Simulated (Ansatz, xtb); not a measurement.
## C3H6CuF: which of two conformers lies lower

We compare I, `C[C@H](F)[CH2][Cu]`, a singlet, with II, `C[C@H](F)[CH2][Cu]`, a singlet. Both are isolated molecules in the gas phase, relaxed with B3LYP-D3(BJ)/def2-SVP.

I (Å):

| atom | x (Å) | y (Å) | z (Å) |
| --- | --- | --- | --- |
| C | 0.9189 | -1.2041 | -0.0993 |
| C | -0.0965 | -1.9811 | 0.7188 |
| C | -0.9640 | -1.1336 | 1.6214 |
| Cu | -2.1834 | -0.0789 | 0.5791 |
| F | -0.9086 | -2.7029 | -0.1691 |
| H | 1.6327 | -0.6850 | 0.5592 |
| H | 0.4059 | -0.4493 | -0.7172 |
| H | 1.4796 | -1.8798 | -0.7627 |
| H | 0.4352 | -2.7477 | 1.3192 |
| H | -1.5801 | -1.7602 | 2.2865 |
| H | -0.3503 | -0.4612 | 2.2424 |

II (Å):

```yaml
atoms:
  - { symbol: C, position_ang: [-0.8310, -0.3140, 0.7919] }
  - { symbol: C, position_ang: [0.3546, -1.0302, 0.1825] }
  - { symbol: C, position_ang: [0.5109, -0.8199, -1.3161] }
  - { symbol: Cu, position_ang: [-1.2825, -1.1325, 2.4660] }
  - { symbol: F, position_ang: [0.2337, -2.4183, 0.3917] }
  - { symbol: H, position_ang: [-0.6092, 0.7523, 0.9577] }
  - { symbol: H, position_ang: [-1.7242, -0.3915, 0.1482] }
  - { symbol: H, position_ang: [1.2825, -0.7232, 0.6981] }
  - { symbol: H, position_ang: [0.6618, 0.2469, -1.5422] }
  - { symbol: H, position_ang: [-0.3951, -1.1613, -1.8415] }
  - { symbol: H, position_ang: [1.3732, -1.3859, -1.7021] }
```

Energies in hartree; the thermal terms are from B3LYP-D3(BJ)/def2-SVP harmonic frequencies (ideal gas, rigid rotor, one conformer each, 400 K, 1 atm) and include the zero-point energy:

```
                               I            II
E, CCSD(T)/def2-SVP  −1856.074986  −1856.074210
    E, MP2/def2-SVP  −1856.043066  −1856.042377
  E, MP2/def2-TZVPP  −1857.167946  −1857.167281
  zero-point energy      0.084299      0.084387
       H(400 K) − E      0.095758      0.095869
       G(400 K) − E      0.039150      0.039298
```

Task: Correct the CCSD(T) difference for the basis set by the MP2 change, then work out ΔE, ΔE₀, ΔH and ΔG for I → II in kJ/mol (1 Eh = 2625.50 kJ/mol) and the equilibrium ratio [II]/[I].

Result: 1. Differences II − I: CCSD(T) +0.000776, MP2 in the small set +0.000689, MP2 in the large set +0.000665 Eh.
2. ΔE = +0.000776 + (+0.000665 − (+0.000689)) = +0.000752 Eh = +1.97 kJ/mol.
3. ΔE₀ = ΔE + ΔZPE = +0.000752 + (+0.000088) Eh = +2.21 kJ/mol.
4. ΔH = ΔE + (+0.000111) Eh = +2.27 kJ/mol.
5. ΔG = ΔE + (+0.000148) Eh = +2.36 kJ/mol, so ΔS = (ΔH − ΔG)/T = −0.2 J/(mol K).
6. kT = 1.2667 mEh, so K = [II]/[I] = exp(−ΔG/kT) = exp(−0.71) ≈ 0.49.

The two are too close for this level to say which is favoured. An error of 4 kJ/mol in ΔG would change K by a factor of 3.3. Large T1 diagnostics make the coupled-cluster value less sure. Mirror images and further conformers aren't counted.

Other levels gave ΔE = +2.9 (B3LYP-D3(BJ)/def2-SVP); −1.7 (HF/def2-SVP); +1.8 (MP2/def2-SVP); +2.0 (CCSD(T)/def2-SVP) kJ/mol. The correlated steps freeze 9 core orbitals; the last core shell of Cu is correlated, in a basis made for valence electrons. Programs: Ansatz 0.2.0.

Both structures keep fluorine gauche to copper; what changes is the methyl group, which is gauche to copper in I and roughly anti in II. The comparison therefore mainly probes methyl–copper contact, although fluorine also sits somewhat closer to copper in II. Hartree–Fock favours the extended form II, while every level that includes correlation leans towards the more compact I. This suggests that dispersion between the methyl group and the polarisable copper centre offsets the usual steric cost of a gauche arrangement, a cost already softened by the long C–Cu bond. The small zero-point and thermal terms all shift the balance slightly further towards I, as expected for rotamers with the same bonds and similar vibrations.

The nearly unchanged MP2 difference in the larger basis argues against a strong basis-set effect on the relative energy, but doesn't test the coupled-cluster treatment of copper itself. Nor does the energy difference measure any Cu···F attraction or hyperconjugation from the C–Cu bond into the C–F antibond, since neither structure places fluorine anti to copper.
